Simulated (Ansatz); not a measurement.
# Ligand exchange: C2H5CdCl + GaH2(OH) → C2H6CdO + GaH2Cl

Gas-phase species: C2H5CdCl `C[CH2][Cd][Cl]`, singlet; GaH2(OH), singlet; C2H6CdO `C[CH2][Cd][OH]`, singlet; GaH2Cl `[Cl][GaH2]`, singlet. The partners trade Cl for OH: Cd–Cl and Ga–OH bonds give way to Cd–OH and Ga–Cl.

Shapes, held fixed at every level: PBE0-D4/def2-TZVP. Programs: Ansatz 0.2.0. The zero-point and thermal change to 298 K, harmonic and unscaled (PBE0-D4/def2-TZVP), is -1.8 kJ/mol.

| level | kind | ΔH(298 K) (kJ/mol) | less CCSD(T)/def2-TZVPP |
| --- | --- | --- | --- |
| HF/def2-TZVPP | Hartree–Fock | +73.0 | +14.7 |
| SPW92/def2-TZVPP | LDA | +54.2 | -4.1 |
| B3LYP-D4/def2-TZVPP | global hybrid | +57.2 | -1.1 |
| BHLYP-D4/def2-TZVPP | global hybrid | +63.7 | +5.4 |
| PBE0-D4/def2-TZVPP | global hybrid | +58.0 | -0.3 |
| B2PLYP/def2-TZVPP | double hybrid | +57.9 | -0.4 |
| CCSD/def2-TZVPP | coupled cluster or CI | +60.3 | +2.0 |
| CCSD(T)/def2-TZVPP | coupled cluster or CI | +58.3 | 0.0 |

The highest level, CCSD(T)/def2-TZVPP, gives ΔH(298 K) = +58.3 kJ/mol; the levels span +54.2 to +73.0. The column of differences is taken from that level and isn't an error. No measured value is set beside it here. For atoms past krypton def2 sets carry core potentials with scalar relativity. Relativity is left out for Ga. Outer-core shells of Cd, Ga are correlated, in sets that cover them unevenly.

The exchange is clearly endothermic at every level, with +58.3 kJ/mol from CCSD(T), so hydroxide favours gallium and chloride stays with cadmium. Since one metal–oxygen and one metal–chlorine bond stand on each side, the enthalpy measures how much more gallium gains than cadmium from having OH in place of Cl. This fits the harder, more oxophilic character of Ga(III): its compact, strongly polarising centre binds the small, hard oxygen donor especially well, while the larger, softer Cd(II) discriminates less between the two ligands. The thermal term is small, so the preference is essentially electronic.

Hartree–Fock overstates the preference and coupled cluster brings it down, mostly already at CCSD, probably because correlation tempers an overly ionic description of the Ga–O bond. The preference is a relative one and doesn't show that either cadmium bond is weak in itself. Nor does it carry over directly to condensed phases, where hydroxide and chloride bridges between metal centres could change the balance.
